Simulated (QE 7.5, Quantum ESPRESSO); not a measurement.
# Lattice parameters of rutile-type PbO₂: PBEsol slightly too large, LDA slightly too small, PBE clearly too large

## The measurement

The reference is a structure determination by diffraction on β-lead dioxide, the tetragonal rutile-type phase: "Powder neutron diffraction study of chemically prepared B-lead dioxide" (doi:10.1107/S0567740880008813, 1980; Crystallography Open Database). It supplies the two cell edges a and c. The volume per atom follows from the same cell and is therefore no independent third observation. The temperature is not given with the values. Real samples of this oxide commonly contain donor defects such as oxygen vacancies, which make them conduct, whereas the calculation treats a perfect stoichiometric crystal; how far that difference affects the cell edges is not known here.

| compared with | measured | method |
| --- | --- | --- |
| a (Å) | 4.9578 | structure determination by diffraction |
| c (Å) | 3.3878 | structure determination by diffraction |
| volume per atom (Å³) | 13.8786 | from the measured cell |

Conditions are those given with the value in the passage it was taken from; "not stated" means there, and the paper may say more elsewhere. The values are a selection: others may have been left out beforehand as unlike or outlying.

## Model and target

I want the two edges and the volume of the non-magnetic rutile cell, with cell and ions relaxed together in the measured space group. The target is a and c each within 1 % and the volume per atom within 2 %. Thermal and zero-point expansion, which the static calculation lacks, should amount to a few tenths of a per cent in length for a stiff oxide of a heavy metal. A limit of 1 % leaves room for that and still exposes the usual error of an unsuitable functional.

I start with PBEsol, a semilocal functional built for the equilibrium volumes of dense solids. LDA usually makes such oxides too small and PBE too large, often by one per cent or more in length, so neither is my first choice. Semilocal functionals close the small gap of PbO₂, which calls for a check of the k-mesh as well as of the cutoff. Spin-orbit coupling is left out; for lead that is a reservation, though I expect its effect on the cell to be small. PBE will then serve as the neighbouring level.

System: PbO2 (Plattnerite); P4_2/mnm (no. 136), 6 atoms in the primitive cell; every run starts from the measured structure; structure from the Crystallography Open Database.

## 1. PBEsol relaxation of the full cell

The PBEsol relaxation addresses the question directly. I expect both edges within 1 % of the measured ones, with the ratio of the edges showing whether any remaining error is isotropic.

**Run 1.** QE 7.5: PBEsol, Quantum ESPRESSO with GBRV 1.5 ultrasoft, non-magnetic, cell and ions relaxed, cutoff 544 eV, k-mesh 6×6×8, smearing 0.05 eV, density cutoff 3265 eV.

Key lines of the input:
```
&control
  calculation = 'vc-relax'
  forc_conv_thr = 3.89e-04
  etot_conv_thr = 1.0e-4
  nstep = 60
/
&system
  ecutwfc = 40
  ecutrho = 240
  occupations = 'smearing'
  smearing = 'fd'
  degauss = 0.00367
/
&electrons
  conv_thr = 3.0e-08
  mixing_beta = 0.4
  electron_maxstep = 120
/
&ions
/
&cell
  press_conv_thr = 0.15
/
ATOMIC_SPECIES
  Pb 207.200 pb_pbesol_v1.uspp.F.UPF
  O 15.999 o_pbesol_v1.2.uspp.F.UPF
[... cell and positions ...]
K_POINTS automatic
  6 6 8 0 0 0
```

Command:
```
OMP_NUM_THREADS=1 mpirun -n 4 pw.x -nk 4 -in pw.in > pw.x.log
```

Selected lines of the output:
```
     bfgs converged in   9 scf cycles and   8 bfgs steps
     Final scf calculation at the relaxed structure.
     c_bands:  1 eigenvalues not converged
          total   stress  (Ry/bohr**3)                   (kbar)     P=        0.25
```

Converged; 2.4 min on 4 cores of Arm Neoverse V1, shared host.

| quantity | run 1 | measured | deviation |
| --- | --- | --- | --- |
| a (Å) | 4.9936 | 4.9578 | +0.0358 (+0.7 %) |
| c (Å) | 3.4048 | 3.3878 | +0.0170 (+0.5 %) |
| volume per atom (Å³) | 14.150 | 13.8786 | +0.272 (+2.0 %) |
| largest shift (Å) | 0.00269 |  |  |
| pressure (GPa) | 0.025 |  |  |

PBEsol gives both edges within 1 %, but both are too long, and together they bring the volume to the very edge of its 2 % limit. That is a narrow pass, too thin a margin to rank levels on. The excess is somewhat larger in a than in c, but the cell is expanded in a similar proportion along both axes.

The log warns that single eigenvalues were not converged in some band diagonalisations. The relaxation nevertheless reached its stopping criteria, and the final calculation in the rebuilt basis leaves only a small pressure.

## 2. PBE with denser mesh and higher cutoff

With the volume so close to its limit, the numerical settings matter. I test them with PBE, which also supplies the neighbouring level: one relaxation at the same settings as the PBEsol run, one with a denser k-mesh, and one with both plane-wave cutoffs raised. I expect PBE to give a larger cell than PBEsol, and the changes with mesh and cutoff to be small beside that difference. The tests will count strictly for PBE; for PBEsol they can only indicate how sensitive this crystal is to the settings.

**Run 2.** QE 7.5: PBE, Quantum ESPRESSO with GBRV 1.5 ultrasoft, non-magnetic, cell and ions relaxed, cutoff 544 eV, k-mesh 6×6×8, smearing 0.05 eV, density cutoff 3265 eV.

Key lines of the input, as changed from run 1:
```diff
  ATOMIC_SPECIES
-   Pb 207.200 pb_pbesol_v1.uspp.F.UPF
-   O 15.999 o_pbesol_v1.2.uspp.F.UPF
+   Pb 207.200 pb_pbe_v1.uspp.F.UPF
+   O 15.999 o_pbe_v1.2.uspp.F.UPF
```

Selected lines of the output:
```
     new unit-cell volume =    597.30345 a.u.^3 (    88.51124 Ang^3 )
```

Converged; 3 min of wall time.

**Run 3.** QE 7.5: PBE, Quantum ESPRESSO with GBRV 1.5 ultrasoft, non-magnetic, cell and ions relaxed, cutoff 544 eV, k-mesh 8×8×10, smearing 0.05 eV, density cutoff 3265 eV.

Key lines of the input, as changed from run 2:
```diff
  K_POINTS automatic
-   6 6 8 0 0 0
+   8 8 10 0 0 0
```

Selected lines of the output:
```
     new unit-cell volume =    597.34158 a.u.^3 (    88.51689 Ang^3 )
```

Converged; 5.1 min of wall time.

**Run 4.** QE 7.5: PBE, Quantum ESPRESSO with GBRV 1.5 ultrasoft, non-magnetic, cell and ions relaxed, cutoff 735 eV, k-mesh 6×6×8, smearing 0.05 eV, density cutoff 4408 eV.

Key lines of the input, as changed from run 2:
```diff
  &system
-   ecutwfc = 40
-   ecutrho = 240
+   ecutwfc = 54
+   ecutrho = 324
```

Selected lines of the output:
```
     c_bands:  1 eigenvalues not converged
!    total energy              =    -457.28028162 Ry
          total   stress  (Ry/bohr**3)                   (kbar)     P=       83.01
[...]
     bfgs converged in  10 scf cycles and   9 bfgs steps
     new unit-cell volume =    597.02929 a.u.^3 (    88.47061 Ang^3 )
     Final scf calculation at the relaxed structure.
     c_bands:  1 eigenvalues not converged
     c_bands:  1 eigenvalues not converged
!    total energy              =    -457.28982844 Ry
          total   stress  (Ry/bohr**3)                   (kbar)     P=        0.44
```

Converged; 4.5 min of wall time.

| quantity | run 2 | run 3 | run 4 | measured |
| --- | --- | --- | --- | --- |
| a (Å) | 5.0739 | 5.0729 | 5.0736 | 4.9578 |
| c (Å) | 3.4380 | 3.4396 | 3.4369 | 3.3878 |
| volume per atom (Å³) | 14.752 | 14.753 | 14.745 | 13.8786 |
| largest shift (Å) | 0.00515 | 0.00510 | 0.00514 |  |
| pressure (GPa) | 0.123 | 0.123 | 0.044 |  |

PBE overshoots clearly. At the common settings a is 0.1161 Å too long and c 0.0502 Å, which puts both edges outside 1 % and the volume about 6 % too high. The denser mesh and the higher cutoffs move the PBE volume per atom by no more than 0.007 Å³, against an excess of 0.873 Å³, so these settings do not explain the PBE miss.

For PBEsol the same tests are only indirect evidence. Its volume lies so close to the limit that even a shift as small as those seen with PBE could matter to the call, though not to the finding that the PBEsol cell is about 2 % too large in volume.

## 3. LDA as the lower neighbour

PBEsol and PBE both err towards a larger cell, and thermal expansion would add to the excess. I therefore change course slightly and relax the cell with LDA at the settings of the PBEsol run. I expect shorter edges, near the measured ones or somewhat below. If LDA also came out too large, the reference or something common to all three calculations would deserve more suspicion than the choice of functional.

**Run 5.** QE 7.5: LDA, Quantum ESPRESSO with GBRV 1.5 ultrasoft, non-magnetic, cell and ions relaxed, cutoff 544 eV, k-mesh 6×6×8, smearing 0.05 eV, density cutoff 3265 eV.

Key lines of the input, as changed from run 1:
```diff
  ATOMIC_SPECIES
-   Pb 207.200 pb_pbesol_v1.uspp.F.UPF
-   O 15.999 o_pbesol_v1.2.uspp.F.UPF
+   Pb 207.200 pb_lda_v1.uspp.F.UPF
+   O 15.999 o_lda_v1.2.uspp.F.UPF
```

Selected lines of the output:
```
     c_bands:  1 eigenvalues not converged
     c_bands:  1 eigenvalues not converged
     c_bands:  1 eigenvalues not converged
[...]
     bfgs converged in   7 scf cycles and   6 bfgs steps
     Final scf calculation at the relaxed structure.
     c_bands:  1 eigenvalues not converged
     c_bands:  1 eigenvalues not converged
     c_bands:  1 eigenvalues not converged
     c_bands:  1 eigenvalues not converged
     c_bands:  1 eigenvalues not converged
!    total energy              =    -457.00397265 Ry
          total   stress  (Ry/bohr**3)                   (kbar)     P=       -0.03
```

Converged; 2.1 min of wall time.

| quantity | run 5 | measured | deviation |
| --- | --- | --- | --- |
| a (Å) | 4.9345 | 4.9578 | −0.0233 (−0.5 %) |
| c (Å) | 3.3861 | 3.3878 | −0.0017 (−0.1 %) |
| volume per atom (Å³) | 13.742 | 13.8786 | −0.137 (−1.0 %) |
| largest shift (Å) | 0.00080 |  |  |
| pressure (GPa) | −0.003 |  |  |

LDA meets all three limits: a is 0.5 % too short, c is 0.1 % too short and the volume is 1.0 % too small. The shortfall lies almost entirely in a, so the LDA cell is slightly too slender, while the PBEsol cell errs slightly the other way.

The measured volume now lies between the LDA and PBEsol results. This weakens the suspicion of a large common error towards a larger cell, but it neither excludes a small one nor proves the reference sound. The order of the three volumes, LDA below PBEsol below PBE, is the usual one for these functionals. I stop here; the cutoff and mesh tests shown above apply strictly to PBE.

## Collected results

| run | settings | a (Å) | c (Å) | volume per atom (Å³) | cost |
| --- | --- | --- | --- | --- | --- |
| 1 | PBEsol, cutoff 544 eV, k-mesh 6×6×8, density cutoff 3265 eV | 4.9936 | 3.4048 | 14.150 | 9.5 core-min |
| 2 | PBE, cutoff 544 eV, k-mesh 6×6×8, density cutoff 3265 eV | 5.0739 | 3.4380 | 14.752 | 12 core-min |
| 3 | PBE, QE GBRV, k 8×8×10 | 5.0729 | 3.4396 | 14.753 | 21 core-min |
| 4 | PBE, QE GBRV, 735 eV | 5.0736 | 3.4369 | 14.745 | 18 core-min |
| 5 | LDA, cutoff 544 eV, k-mesh 6×6×8, density cutoff 3265 eV | 4.9345 | 3.3861 | 13.742 | 8.6 core-min |
|  | measured | 4.9578 | 3.3878 | 13.8786 |  |

Further runs on the same system, made beside this series (convergence steps with loose settings among them):

| further | settings | a (Å) | c (Å) | volume per atom (Å³) | cost |
| --- | --- | --- | --- | --- | --- |
| F1 | PBE-D3(BJ), QE GBRV | 5.0252 | 3.4341 | 14.453 | 11 core-min |
| F2 | vdW-DF-cx, cutoff 544 eV, k-mesh 6×6×8, density cutoff 3265 eV | 4.9983 | 3.4261 | 14.266 | 9.6 core-min |
| F3 | rev-vdW-DF2, QE GBRV | 5.0239 | 3.4441 | 14.488 | 11 core-min |
| F4 | rVV10, cutoff 544 eV, k-mesh 6×6×8, density cutoff 3265 eV | 5.0599 | 3.4857 | 14.874 | 10 core-min |
| F5 | PBE, QE GBRV, k 3×3×4 | 5.0641 | 3.4494 | 14.743 | 3.2 core-min |
| F6 | PBE, QE GBRV, k 4×4×6 | 5.0716 | 3.4380 | 14.739 | 5.7 core-min |
| F7 | PBE, QE GBRV, 408 eV | 4.9447 | 3.4188 | 13.931 | 4.7 core-min |
|  | measured | 4.9578 | 3.3878 | 13.8786 |  |

## Outcome

PBEsol, the level I committed to, meets the 1 % target for both edges: a is 0.7 % and c 0.5 % too long. Its volume, 2.0 % too large, passes so narrowly that I call it undecided. A reference volume only 0.1 % smaller, as found among the other database entries, would turn it into a miss. The run cost 9.5 core-minutes.

LDA, at similar cost, meets all three limits with a volume 1.0 % too small. That shortfall has the right sign, and part of it is to be expected, because the static cell lacks thermal and zero-point expansion, roughly a few tenths of a per cent in length. The same allowance widens the PBEsol excess. LDA's closeness may still owe something to its usual overbinding, so I don't take it as proof of better physics.

PBE misses clearly, with a volume about 6 % too large. The denser mesh and higher cutoffs hardly changed this, so they secured the PBE miss but not the close PBEsol call; one of them would have been better spent on PBEsol. The further PBE run at 408 eV is a warning: its volume falls to within 0.4 % of the measured one only because the cutoffs, for the wavefunctions, the density or both, are too low.

The dispersion-corrected and van der Waals functionals also give too large a volume. Two other database entries agree with the reference edges within 0.3 %, which makes a gross error in the reference unlikely. The PBEsol excess therefore probably lies mainly in the functional, though contributions from the potentials, the missing spin-orbit coupling and defects in the real sample are not separated from it in this report.

[Logs are printed without paths, hosts, clocks, repeated set-up lines and the standing remarks that a program may print on its own settings, such as how far it seeks lower states.]

[The runs shown are a pick from a larger set of finished runs; failed, doubtful and other runs were left out of it ahead of writing. So were measured values far from every level or from commonly accepted values, and agreement can look better than it is. Lines of input and output are excerpts and may be shortened.]
